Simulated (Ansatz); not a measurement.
## Ionic part of the dielectric constant of BN at 16 GPa, mode by mode

Computed with DFT LDA, scalar-relativistic, plane waves, PAW (Ansatz). Settings: 420 eV plane-wave cutoff, Γ-centred 12×12×12 mesh, fixed occupations. No spin polarisation. Phonons by linear response, acoustic sum rule imposed.

The structure is cubic, space group F-43m (No. 216). The conventional cell has a = 3.536 Å, b = 3.536 Å, c = 3.536 Å, α = 90.00°, β = 90.00°, γ = 90.00°. B (site symmetry -43m) has 4 N at 1.53 Å as nearest neighbours. N (site symmetry -43m) is surrounded by 4 B at 1.53 Å.

The primitive cell has V = 11.06 Å³ and ε∞,yy = 4.534. Each polar mode adds Δε = (4.92064×10⁷/V)·S/ν² along y, with S its oscillator strength in e²/amu, ν in cm⁻¹ and V in Å³.

Problem. From these modes, find each Δε and ε0,yy.
| ν (cm⁻¹) | S_yy (e²/amu) |
| --- | --- |
| 1118.0 | 0.5673 |

Solution.
| ν (cm⁻¹) | Δε |
| --- | --- |
| 1118.0 | 2.02 |

The sum is 2.020, so ε0,yy = 6.55; the run's tensor has 6.55.

Problem. Where do the longitudinal modes lie for a wave vector along y?

Solution. At 1344 cm⁻¹. The Lyddane–Sachs–Teller product Π(ν_LO/ν_TO)² = 1.45 matches ε0/ε∞ = 1.45.

Cost: 1 run of about 0.41 core-minutes, on Intel Xeon Processor @ 2.50GHz (Skylake/Cascade Lake) (shared hosts).

Electronic polarisation supplies most of the static response of cubic BN: ε∞ is 4.534, while the lattice adds 2.02. The whole ionic part comes from the single, triply degenerate polar mode in which the B and N sublattices move against each other, and cubic symmetry makes it the same along every axis.

The high frequency of 1118.0 cm⁻¹ reflects both stiff, short sp³ bonds and light atoms, but only the stiffness limits the ionic term. The reduced mass cancels between oscillator strength and squared frequency, leaving the Born charge squared over the force constant and cell volume. The bonds are nevertheless clearly polar, since the electronegativity difference and the charge transferred dynamically as they stretch give the mode a substantial dipole. The resulting macroscopic field stiffens the longitudinal vibration and lifts it to 1344 cm⁻¹.

With only one polar mode, the Lyddane–Sachs–Teller agreement confirms internal consistency rather than the accuracy of the dielectric constant, and a single pressure cannot show how compression shifts the balance between Born charge and stiffness.
